## Worked problem: the independent couplings of the fourteen-band model, applied to GaAs

### Statement

The five-level k·p model of a zinc-blende crystal keeps fourteen states at Γ: the s-like conduction level $\Gamma_{6c}$, the valence levels $\Gamma_{8v}$ and $\Gamma_{7v}$, and the upper conduction levels $\Gamma_{7c}$ and $\Gamma_{8c}$. They are built from spin and seven orbital eigenfunctions of the spin-free Hamiltonian, $S$ ($\Gamma_1$), $X_v,Y_v,Z_v$ ($\Gamma_{15v}$) and $X_c,Y_c,Z_c$ ($\Gamma_{15c}$). The axes are the cube axes and the zero of energy is the $\Gamma_{8v}$ diagonal element. The Hamiltonian is
$$H=H_0+\frac{\hbar^2k^2}{2m_0}+\frac{\hbar}{m_0}\mathbf k\cdot\mathbf p+\frac{\hbar}{4m_0^2c^2}\,\boldsymbol\sigma\cdot\mathbf W,\qquad \mathbf W=\nabla V\times\mathbf p,$$
and the spin-orbit term linear in $\mathbf k$ is dropped.

Measured data for GaAs at 0 K, as compiled by Vurgaftman (2001): $E_0=E(\Gamma_{6c})-E(\Gamma_{8v})=1.519$ eV, $\Delta_0=0.341$ eV, $m^*=0.067\,m_0$, $\gamma_1=6.98$, $\gamma_2=2.06$, $\gamma_3=2.93$.

Typical model inputs, not measured values:

| quantity | typical value |
|---|---|
| $E_0'=E(\Gamma_{7c})-E(\Gamma_{8v})$ | 4.488 eV |
| $\Delta_0'=E(\Gamma_{8c})-E(\Gamma_{7c})$ | 0.171 eV |
| $P$ | 10.30 eV Å |
| $P'$ | 3.00 eV Å |
| $Q$ | 7.70 eV Å |
| $\Delta^-$ (sign for $PP'>0$) | $-0.061$ eV |
| $\lvert C_k\rvert$, k-linear term of $\Gamma_{8v}$, for an estimate only | 0.003 eV Å |

(a) Count the independent matrix elements of $\mathbf p$ and $\mathbf W$ in $T_d$, and show what time reversal removes.
(b) Write the Hamiltonian, say which signs are physical, and take the diamond limit.
(c) Find the effect of $\Delta^-$ at $k=0$.
(d) Compute the model's electron mass and the remote-band term needed to reach the compiled mass.
(e) Compute the contributions to the Luttinger parameters and the remainders.
(f) Compute the cubic spin splitting of $\Gamma_{6c}$ and evaluate it at $k=0.01$ Å$^{-1}$ along [110].

### Solution

#### (a) Counting

The number of independent reduced matrix elements of an operator of symmetry $\Gamma_O$ between multiplets $\Gamma_A$ and $\Gamma_B$ is the number of times the identity occurs in the triple product,
$$n(A,O,B)=\frac1{24}\sum_{\text{classes}}N_c\,\chi_A\chi_O\chi_B .$$
The characters needed are

| $T_d$ | $E$ | $8C_3$ | $3C_2$ | $6S_4$ | $6\sigma_d$ |
|---|---|---|---|---|---|
| $\Gamma_1$ | 1 | 1 | 1 | 1 | 1 |
| $\Gamma_{15}$ (polar vector) | 3 | 0 | $-1$ | $-1$ | 1 |
| $\Gamma_{25}$ (axial vector) | 3 | 0 | $-1$ | 1 | $-1$ |

The momentum is a polar vector and $\mathbf W$, a cross product of two polar vectors, is axial. For $\mathbf p$,
$$n(\Gamma_1,\Gamma_{15},\Gamma_1)=0,\quad n(\Gamma_1,\Gamma_{15},\Gamma_{15})=\tfrac{9+3+6+6}{24}=1,\quad n(\Gamma_{15},\Gamma_{15},\Gamma_{15})=\tfrac{27-3-6+6}{24}=1,$$
and for $\mathbf W$,
$$n(\Gamma_1,\Gamma_{25},\Gamma_1)=0,\quad n(\Gamma_1,\Gamma_{25},\Gamma_{15})=\tfrac{9+3-6-6}{24}=0,\quad n(\Gamma_{15},\Gamma_{25},\Gamma_{15})=\tfrac{27-3+6-6}{24}=1 .$$
The invariant tensors are $\delta_{ij}$ for $S$ with a triplet, $|\epsilon_{ijl}|$ for two triplets joined by $p_l$ (the product $xyz$ is invariant in $T_d$), and $\epsilon_{ijl}$ for two triplets joined by $W_l$. The point group alone allows five momentum constants ($Sv$, $Sc$, $vc$, $vv$, $cc$) and three spin-orbit constants ($vv$, $cc$, $vc$).

Time reversal of the spin-free problem is complex conjugation. $H_0$ is real, so all seven orbitals can be chosen real, while $\mathbf p=-i\hbar\nabla$ and $\mathbf W$ are imaginary operators. Their matrix elements are purely imaginary, and an imaginary Hermitian matrix is antisymmetric. Inside one triplet the operator must therefore belong to the antisymmetric square of $\Gamma_{15}$, with characters $\tfrac12[\chi(g)^2-\chi(g^2)]=(3,0,-1,1,-1)$. This is $\Gamma_{25}$. Hence $\mathbf W$ survives inside a triplet and $\mathbf p$ does not. Explicitly, the point group gives $\langle X_v|p_y|Z_v\rangle=\langle Z_v|p_y|X_v\rangle$, hermiticity with imaginary elements gives the opposite sign, and the element is zero. Between different triplets hermiticity only relates the $vc$ block to the $cv$ block, so no constraint arises. Three momentum constants and three spin-orbit constants remain, all real:
$$iP=\frac{\hbar}{m_0}\langle S|p_x|X_v\rangle,\quad iP'=\frac{\hbar}{m_0}\langle S|p_x|X_c\rangle,\quad iQ=\frac{\hbar}{m_0}\langle X_v|p_y|Z_c\rangle,$$
$$\Delta^-=\frac{3i\hbar}{4m_0^2c^2}\langle X_v|W_z|Y_c\rangle ,$$
with $\Delta_0$ and $\Delta_0'$ defined like $\Delta^-$ inside the $v$ and $c$ triplets.

This economy belongs to the basis of spin-free orbitals times spin. If the five levels are exact double-group eigenstates, the same counting gives one k-linear invariant for each pair $\Gamma_6\Gamma_7$, $\Gamma_6\Gamma_8$, $\Gamma_7\Gamma_8$, two for $\Gamma_8\Gamma_8$ and none for $\Gamma_7\Gamma_7$. That makes 8 constants between $S$, $v$ and $c$. Inside each triplet there is one $\Gamma_7\Gamma_8$ constant and one $\Gamma_8\Gamma_8$ constant ($C_k$; the second invariant is even under time reversal and drops out), 4 in all, for a total of 12.

#### (b) Hamiltonian, signs and the diamond limit

Let $(L_l)_{ij}=-i\epsilon_{lij}$ and $\Lambda=\mathbf L\cdot\boldsymbol\sigma$, with eigenvalues $\lambda_8=1$ ($j=3/2$, $\Gamma_8$) and $\lambda_7=-2$ ($j=1/2$, $\Gamma_7$) and projectors $\Pi_8=(2+\Lambda)/3$, $\Pi_7=(1-\Lambda)/3$. Let $M_{ij}=\sum_l|\epsilon_{ijl}|k_l$ and let $\mathbf k$ be a column in the orbital index. Then
$$H=\frac{\hbar^2k^2}{2m_0}+\begin{pmatrix}E_0& iP\,\mathbf k^T& iP'\,\mathbf k^T\\ -iP\,\mathbf k&-\Delta_0\Pi_7& iQM+\tfrac13\Delta^-\Lambda\\ -iP'\,\mathbf k&-iQM+\tfrac13\Delta^-\Lambda&E_0'+\Delta_0'\Pi_8\end{pmatrix}.$$
It obeys $\sigma_yH(\mathbf k)^*\sigma_y=H(-\mathbf k)$. Also $\Pi_7M\Pi_7=0$, so $Q$ does not join $\Gamma_{7v}$ to $\Gamma_{7c}$, as the double-group count requires. Rephasing $S\to iS$ and $c\to-ic$ makes the $P$ and $Q$ blocks real and gives the common convention in which $P'$ and $\Delta^-$ are imaginary.

Real orbitals are fixed up to a sign per multiplet. Reversing $S$ flips $(P,P')$, reversing $v$ flips $(P,Q,\Delta^-)$, and reversing $c$ flips $(P',Q,\Delta^-)$. The products $PP'Q$ and $PP'\Delta^-$ are unchanged. Reversing the axes, which interchanges [111] and $[\bar1\bar1\bar1]$, flips $P$, $P'$ and $Q$ together. The sign of $PP'Q$ thus depends on the orientation of the crystal, and the axes are chosen here so that it is positive. The sign of $PP'\Delta^-$ is a property of the material.

In diamond the group at Γ is $O_h$, with the inversion centre at the middle of a bond. The levels become $\Gamma_{2'}$ (odd) for $S$, $\Gamma_{25'}$ (even) for $v$ and $\Gamma_{15}$ (odd) for $c$. The odd operator $\mathbf p$ joins opposite parities, so $P$ and $Q$ survive and $P'=0$. The even operator $\mathbf W$ joins equal parities, so $\Delta_0$ and $\Delta_0'$ survive and $\Delta^-=0$. With $P'=\Delta^-=0$ the matrix $U=\mathrm{diag}(-1,+1,-1)$ on $(S,v,c)$ gives $UH(\mathbf k)U=H(-\mathbf k)$, which together with time reversal makes every band twofold degenerate at every $\mathbf k$.

#### (c) The role of $\Delta^-$ at $k=0$

$\Lambda$ commutes with the projectors, so $\Delta^-$ mixes $\Gamma_{8v}$ with $\Gamma_{8c}$ through $\Delta^-/3$ across $E_0'+\Delta_0'=4.659$ eV, and $\Gamma_{7v}$ with $\Gamma_{7c}$ through $-2\Delta^-/3$ across $E_0'+\Delta_0=4.829$ eV. The mixing amplitudes are
$$\theta_8=\frac{|\Delta^-|}{3(E_0'+\Delta_0')}=0.0044,\qquad\theta_7=\frac{2|\Delta^-|}{3(E_0'+\Delta_0)}=0.0084,$$
and the valence levels move down by $(\Delta^-/3)^2/4.659\text{ eV}=0.09$ meV and $(2\Delta^-/3)^2/4.829\text{ eV}=0.34$ meV. Both shifts lie below the last digit of the compiled gaps, which are therefore used as diagonal elements.

The mixing brings $Q$ into the valence block at first order in $k$. Within $\Gamma_{8v}$ the term is proportional to $i\Pi_8[M,\Lambda]\Pi_8=0$, so the six constants give $C_k=0$ at this order. Between $\Gamma_{8v}$ and $\Gamma_{7v}$ a k-linear coupling of strength $Q(\theta_8+\theta_7)=0.098$ eV Å does appear.

#### (d) Electron mass

Löwdin partitioning folds the twelve triplet states into $\Gamma_{6c}$. The resolvent at $k=0$, taken at energy $E_0$, is a $2\times2$ matrix in $(v,c)$ for each $j$. Define
$$a_8=E_0=1.519\text{ eV},\quad a_7=E_0+\Delta_0=1.860\text{ eV},$$
$$d_7=E_0'-E_0=2.969\text{ eV},\quad d_8=E_0'+\Delta_0'-E_0=3.140\text{ eV},$$
and $\delta_j=\lambda_j\Delta^-/3$. Applying the resolvent to the column $(P,P')^T$ gives
$$\begin{pmatrix}g^v_j\\ g^c_j\end{pmatrix}=\begin{pmatrix}a_j&-\delta_j\\-\delta_j&-d_j\end{pmatrix}^{-1}\begin{pmatrix}P\\P'\end{pmatrix}=\frac{1}{a_jd_j+\delta_j^2}\begin{pmatrix}d_jP-\delta_jP'\\-a_jP'-\delta_jP\end{pmatrix},$$
lengths that fix the admixture of each level into the conduction state per unit $k$:

| | $g^v_j$ (Å) | $g^c_j$ (Å) |
|---|---|---|
| $\Gamma_8$ | 6.793 | $-0.911$ |
| $\Gamma_7$ | 5.514 | $-1.086$ |

For commuting components of $\mathbf k$, $\mathbf k^T\Lambda\mathbf k=-i\boldsymbol\sigma\cdot(\mathbf k\times\mathbf k)=0$, so $\mathbf k^T\Pi_8\mathbf k=\tfrac23k^2$ and $\mathbf k^T\Pi_7\mathbf k=\tfrac13k^2$. The $k^2$ term is $k^2[\tfrac23(Pg^v_8+P'g^c_8)+\tfrac13(Pg^v_7+P'g^c_7)]$. To first order in $\Delta^-$, with $E_P=2m_0P^2/\hbar^2$ and likewise for $P'$ and $Q$, and with $C$ for all states outside the basis,
$$\frac{m_0}{m^*}=1+C+\frac{E_P}{3}\Big(\frac2{a_8}+\frac1{a_7}\Big)-\frac{E_{P'}}{3}\Big(\frac2{d_8}+\frac1{d_7}\Big)+\frac49\,\frac{2m_0PP'}{\hbar^2}\,\Delta^-\Big(\frac1{a_7d_7}-\frac1{a_8d_8}\Big).$$
$Q$ does not enter at this order. With $\hbar^2/2m_0=3.810$ eV Å$^2$,
$$E_P=27.85\text{ eV},\quad E_{P'}=2.362\text{ eV},\quad E_Q=15.56\text{ eV},\quad 2m_0PP'/\hbar^2=8.110\text{ eV}.$$
The three coupling terms are $+17.21$, $-0.77$ and $+0.006$. The last is small because the $\Gamma_7$ and $\Gamma_8$ paths nearly cancel, the bracket being $-0.0286$ eV$^{-2}$. With $C=0$,
$$m_0/m^*=17.45,\qquad m^*=0.0573\,m_0 ,$$
which is the closed model's mass, 14 per cent below the compiled value. Requiring $m_0/m^*=1/0.067=14.93$ fixes
$$C=14.93-17.45=-2.5 ,$$
where half a unit in the last digit of 0.067 moves $C$ by 0.11. This is a fit and tests nothing. It shows that for these inputs the remote term is 3.3 times the $P'$ term. Only $\Gamma_{15}$ states couple to $S$ through $\mathbf p$, and a negative $C$ requires that those above $\Gamma_{6c}$ dominate.

#### (e) Luttinger parameters

In the Luttinger convention the $\Gamma_{8v}$ energies are $-(\hbar^2k^2/2m_0)(\gamma_1\mp2\gamma_2)$ along [001] and $-(\hbar^2k^2/2m_0)(\gamma_1\mp2\gamma_3)$ along [111], the upper sign for heavy holes.

Take $\mathbf k\parallel z$ and orbital states $|m_l\rangle$. $P$ couples $S$ only to $Z=|0\rangle$, which has weight 0 in the heavy hole $|1\uparrow\rangle$ and $2/3$ in the light hole $\sqrt{1/3}\,|1\downarrow\rangle+\sqrt{2/3}\,|0\uparrow\rangle$. This gives $\gamma_1-2\gamma_2=0$ and $\gamma_1+2\gamma_2=2E_P/3E_0$, and the $P$ coupling is isotropic, so $\gamma_3=\gamma_2$. $M$ exchanges $X$ and $Y$, sends $|1\rangle$ to $|{-1}\rangle$ up to a phase and annihilates $|0\rangle$. The heavy hole goes to $|{-1}\uparrow\rangle_c$, with weight $1/3$ in $\Gamma_{8c}$ and $2/3$ in $\Gamma_{7c}$. The light hole goes with weight $1/3$ to $|{-1}\downarrow\rangle_c$, which is pure $\Gamma_{8c}$. Along [111], $M$ is diagonal in the states quantised along that axis, with eigenvalue $2k/\sqrt3$ for $m_l=0$ and $-k/\sqrt3$ for $m_l=\pm1$. The heavy hole then reaches only $\Gamma_{8c}$, with weight $1/3$. The light hole reaches $\Gamma_{8c}$ with amplitude $(\tfrac23\cdot2-\tfrac13)/\sqrt3=1/\sqrt3$, weight $1/3$, and $\Gamma_{7c}$ with the rest of the total weight $\tfrac23\cdot\tfrac43+\tfrac13\cdot\tfrac13=1$, that is $2/3$. Finally the admixture of part (c) replaces $P$ by $P-\Delta^-P'/3(E_0'+\Delta_0')$. Collecting terms,
$$\gamma_1=\gamma_1'+\frac{E_P}{3E_0}+\frac{E_Q}{3E_0'}+\frac{E_Q}{3(E_0'+\Delta_0')}+2\eta,$$
$$\gamma_{2}=\gamma_{2}'+\frac{E_P}{6E_0}-\frac{E_Q}{6E_0'}+\eta,\qquad\gamma_{3}=\gamma_{3}'+\frac{E_P}{6E_0}+\frac{E_Q}{6E_0'}+\eta,$$
$$\eta=-\frac{2m_0PP'}{\hbar^2}\,\frac{\Delta^-}{9E_0(E_0'+\Delta_0')} .$$
The primed parameters hold the remote bands, and $\gamma_1'$ also holds the free-electron term $-1$. Sums are formed before rounding.

| | $P$ | $Q$ | $\Delta^-$ | sum | compiled | remainder $\gamma_i'$ |
|---|---|---|---|---|---|---|
| $\gamma_1$ | 6.11 | 2.27 | 0.02 | 8.40 | 6.98 | $-1.42$ |
| $\gamma_2$ | 3.06 | $-0.58$ | 0.01 | 2.49 | 2.06 | $-0.43$ |
| $\gamma_3$ | 3.06 | 0.58 | 0.01 | 3.64 | 2.93 | $-0.71$ |

The largest neglected term of order $(\Delta^-)^2$ comes from the k-linear $\Gamma_{8v}\Gamma_{7v}$ coupling and lowers $\gamma_1-2\gamma_2$ by $\tfrac23E_Q(\theta_8+\theta_7)^2/\Delta_0=0.005$, so the remainders hold to about 0.01.

The warping of the valence band inside the model comes from $Q$ alone, $\gamma_3-\gamma_2=E_Q/3E_0'=1.16$, against 0.87 from the compiled values, which leaves $-0.29$. A remote $\Gamma_{12}$ doublet above the valence band has this sign. It picks out the traceless part of the products $k_i\,|i\rangle$, so its second-order matrix in $(X,Y,Z)$ is proportional to $-k_ik_j(\delta_{ij}-\tfrac13)$, which raises $\gamma_2$ and lowers $\gamma_3$.

A second combination tests the value of $P$. When spin-orbit splittings are small against the remote gaps, $1+\gamma_1'+4\gamma_2'$ is the remote contribution to the downward curvature of the $Z$ state along $z$, in units of $\hbar^2/2m_0$ for the coefficient of $k^2$. Only $\Gamma_1$ and $\Gamma_{12}$ states contribute, positively if they lie above. Here it is $-2.1$. Either states below the valence triplet supply it, or the typical $P$ is larger than the compiled Luttinger parameters favour. Since $P$ contributes $E_P/E_0$ to $\gamma_1+4\gamma_2$, lowering $E_P$ by 3.2 eV would cancel the remainder, and would move $C$ from $-2.5$ to $-0.5$. The masses alone do not separate $P$ from the remote terms.

#### (f) Cubic spin splitting

At order $k^3$ the conduction state couples out, crosses once between the triplets through $\pm iQM$, and couples back. With $G^{v}=g^v_8\Pi_8+g^v_7\Pi_7$ and $G^c$ likewise,
$$H^{(3)}=iQ\,\mathbf k^T\big(G^vMG^c-G^cMG^v\big)\mathbf k .$$
Write each $G$ as $\alpha+\beta\Lambda$. The $\alpha\alpha$ and $\beta\beta$ terms cancel, leaving $(\beta_v\alpha_c-\beta_c\alpha_v)[\Lambda,M]$ with $\beta_v\alpha_c-\beta_c\alpha_v=\tfrac13(g^v_8g^c_7-g^v_7g^c_8)$. Since $(M\mathbf k)_x=2k_yk_z$ and cyclic, $\mathbf k\times M\mathbf k=2\boldsymbol\kappa$ with $\kappa_x=k_x(k_y^2-k_z^2)$ and cyclic, and $\mathbf k^T[\Lambda,M]\mathbf k=-4i\,\boldsymbol\sigma\cdot\boldsymbol\kappa$. The result is the Dresselhaus term
$$H^{(3)}=\gamma\,\boldsymbol\sigma\cdot\boldsymbol\kappa,\qquad \gamma=\frac43Q\,\big(g^v_8g^c_7-g^v_7g^c_8\big),$$
valid to all orders in $\Delta^-$ within the model. In diamond $P'=\Delta^-=0$ gives $g^c_j=0$ and $\gamma=0$. Without spin-orbit coupling $g_7=g_8$ and $\gamma=0$ again. From the unrounded $g$ the bracket is $-2.351$ Å$^2$ and $\gamma=-24.14$ eV Å$^3$.

Expanding to first order in $\Delta^-$ separates the sources:
$$\gamma=-\frac43PP'Q\Big(\frac1{a_8d_7}-\frac1{a_7d_8}\Big)+\frac49\frac{P^2Q\Delta^-}{a_8a_7}\Big(\frac2{d_7}+\frac1{d_8}\Big)+\frac49\frac{P'^2Q\Delta^-}{d_7d_8}\Big(\frac1{a_8}+\frac2{a_7}\Big).$$
In the first term $PP'Q=237.9$ eV$^3$ Å$^3$ and the bracket is 0.0505 eV$^{-2}$. The three terms give
$$\gamma=-16.02-7.78-0.35=-24.15\text{ eV Å}^3,$$
within 0.01 eV Å$^3$ of the unexpanded value. Every term contains $Q$ and an odd number of the parity-forbidden factors $P'$ and $\Delta^-$. The constant $\Delta^-$, which shifts the levels by less than 1 meV and $m_0/m^*$ by 0.006, supplies 34 per cent of $\gamma$, because the $PP'Q$ term is itself a near cancellation that needs the small splittings $\Delta_0$ and $\Delta_0'$. With the opposite sign of $PP'\Delta^-$ the same magnitudes would give $-7.90$ eV Å$^3$.

Along [110], $\boldsymbol\kappa=(k^3/2\sqrt2)(1,-1,0)$, so $|\boldsymbol\kappa|=k^3/2$ and the two branches are split by $2|\gamma||\boldsymbol\kappa|=|\gamma|k^3$. At $k=0.01$ Å$^{-1}$,
$$\Delta E=24.14\text{ eV Å}^3\times10^{-6}\text{ Å}^{-3}=0.024\text{ meV}.$$
Along [001] and [111] $\boldsymbol\kappa=0$. Corrections of order $k^5$ scale with $\hbar^2k^2/2m^*E_0=0.004$ times a factor of a few.

Terms outside the six constants limit the accuracy more. The $C_k$ term contributes of order $P^2|C_k|/E_0^2=0.14$ eV Å$^3$, under one per cent. The remote $\Gamma_{15}$ states are less harmless. If $C$ came from one triplet at an assumed 10 eV above $\Gamma_{6c}$, its admixture length would be $\sqrt{|C|\hbar^2/(2m_0\times10\text{ eV})}=0.98$ Å, as large as $|g^c_j|$. A triplet that couples to $S$ in the diamond limit is even there, so its Q-type coupling to the valence triplet is parity-forbidden in diamond, like $P'$, and its contribution to $\gamma$ scales as that coupling relative to $Q$. A ratio like $P'/P=0.29$ would change the first term by about that fraction. The model's result is therefore $|\gamma|\approx24$ eV Å$^3$, uncertain by tens of per cent and resting on the typical $P'$, $Q$ and $\Delta^-$. As typical knowledge and not as a measurement, values quoted for GaAs scatter from about 10 to about 28 eV Å$^3$, so the model's number lies in the upper part of that range and would be too large by a factor of two or more if the lower end is right.